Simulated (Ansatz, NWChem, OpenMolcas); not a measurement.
# How basis sets differ on CH2F2 (SMILES FCF)

CH2F2: 5 atoms, total charge 0, spin state singlet. As SMILES, `FCF`. Geometry: relaxed at PBE0-D4/def2-TZVP.

```xyz
5

F    -1.0733    0.1912    0.6983
C     0.0101   -0.0169   -0.0823
F     1.0905   -0.1792    0.7132
H    -0.1427   -0.9329   -0.6595
H     0.1653    0.8642   -0.7111
```

Each level gives the dipole moment (D). The values are calculated.

(1) The value from experiment is 1.97 D (NIST CCCBDB). From what is known of these methods, estimate their order from the nearest to it to the farthest.
A. HF/3-21G (Ansatz)
B. HF/aug-cc-pVDZ (NWChem)
C. HF/ANO-R0 (sfX2C) (OpenMolcas)
D. HF/STO-3G (NWChem)
E. HF/def2-SVP (NWChem)

Results:

(1) B (2.18 D, +0.21), E (2.27 D, +0.30), A (2.39 D, +0.42), D (1.27 D, -0.70), C (0.94 D, -1.03).

The errors split by sign: both minimal bases, STO-3G and ANO-R0, give too small a dipole, while the three larger sets give too large a one. The C–F bonds dominate the polarity, and a minimal basis has no second valence function to let the fluorine density expand as it gains charge, so charge separation is poorly described. ANO-R0 falls lowest, at 0.94 D, probably because its contraction is tied to the free atoms, whereas STO-3G uses exponents adjusted for molecules. Scalar relativity should matter little for such light elements.

Splitting the valence shell removes this constraint but overshoots in 3-21G, which lacks polarization functions. The value then falls through def2-SVP to 2.18 D with aug-cc-pVDZ, as polarization and diffuse functions describe the density's shape and outer region better. The remaining excess fits the usual Hartree–Fock tendency to make polar bonds too ionic, which suggests that missing correlation now matters more than the basis. Without a correlated value in the same basis, that share of the error can't be separated out.
